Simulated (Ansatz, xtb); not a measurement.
## C4H7ClOSi: which of two isomers lies lower

Structure I: `Cl[C@@H]1CC=CO[SiH2]1`, a singlet. Structure II: `C#CC[Si@H](Cl)OC`, a singlet. Both are isolated molecules in the gas phase, relaxed with PBE0-D3(BJ)/def2-SVP; each stands in its lowest conformer found.

**Question.** Estimate E(II) − E(I) at the level CCSD(T)/def2-SVP + ΔMP2/def2-TZVPP.

**Answer.** Calculated at CCSD(T)/def2-SVP + ΔMP2/def2-TZVPP: E(II) − E(I) = −0.304 eV, so structure II lies lower.

How the difference moves with the method:

| level | geometry | E(II) − E(I) (eV) | departure from the last row (eV) | job, with rough time for the two |
| --- | --- | --- | --- | --- |
| GFN2-xTB | GFN2-xTB | +0.501 | +0.805 | optimisation, 0.24 s |
| HF/STO-3G | GFN2-xTB | +0.457 | +0.761 | single point, 0.38 s |
| r2SCAN-D4/def2-SVP | GFN2-xTB | −0.024 | +0.280 | single point, 4.1 s |
| PBE0-D3(BJ)/def2-SVP | PBE0-D3(BJ)/def2-SVP | +0.104 | +0.408 | optimisation, 63 s |
| HF/def2-SVP | PBE0-D3(BJ)/def2-SVP | −0.465 | −0.161 | part of the CCSD(T) run |
| MP2/def2-SVP | PBE0-D3(BJ)/def2-SVP | −0.263 | +0.041 | part of the CCSD(T) run |
| CCSD(T)/def2-SVP | PBE0-D3(BJ)/def2-SVP | −0.165 | +0.139 | single point |
| CCSD(T)/def2-SVP + ΔMP2/def2-TZVPP | PBE0-D3(BJ)/def2-SVP | −0.304 |  | single point, 69 s |

As drawn, II has 1 C≡C, 1 Cl–Si, 1 C–H in place of 1 C–Cl, 1 C–C, 1 C=C, 1 Si–H. Structure I has a 6-membered ring, II no ring.

GFN2-xTB, HF/STO-3G, PBE0-D3(BJ)/def2-SVP put the two in the other order. The largest departure from CCSD(T)/def2-SVP + ΔMP2/def2-TZVPP is that of GFN2-xTB, 0.805 eV. The last row adds to CCSD(T) the change of the MP2 difference between the two basis sets, here −0.139 eV, a large step that makes the value less sure.

With thermal terms from frequencies at re-optimised GFN2-xTB minima (ideal gas, soft modes damped towards free rotors, one conformer each, 298.15 K, 1 atm): the zero-point term adds −0.049 eV; ΔH is −0.286 and ΔG −0.450 eV.

The correlated steps freeze 15 core orbitals. Run with Ansatz 0.2.0, xtb 6.7.1; the last row on 4 threads of Arm Neoverse V1 on a shared host.

The open-chain alkyne II lies below the ring I mainly because chlorine moves from carbon to silicon. The Si–Cl bond is much stronger than C–Cl, owing to its large ionic contribution and some donation from the chlorine lone pairs into σ* orbitals on silicon. Exchanging Si–H for C–H helps in the same direction. Against this stands the cost of turning a C=C and a C–C bond into a C≡C bond, along with the loss of the enol-ether conjugation in I, so the net preference is modest.

In the def2-SVP basis, correlation favours the ring: the difference shrinks from −0.465 eV in Hartree–Fock to −0.165 eV in CCSD(T), yet II stays lower. The reversed order in HF/STO-3G probably reflects the lack of polarisation functions needed to describe bonding at silicon. Entropy widens the gap, as expected when a ring gives way to a chain with soft torsions. The preference is thermodynamic and says nothing about how readily the isomers interconvert.
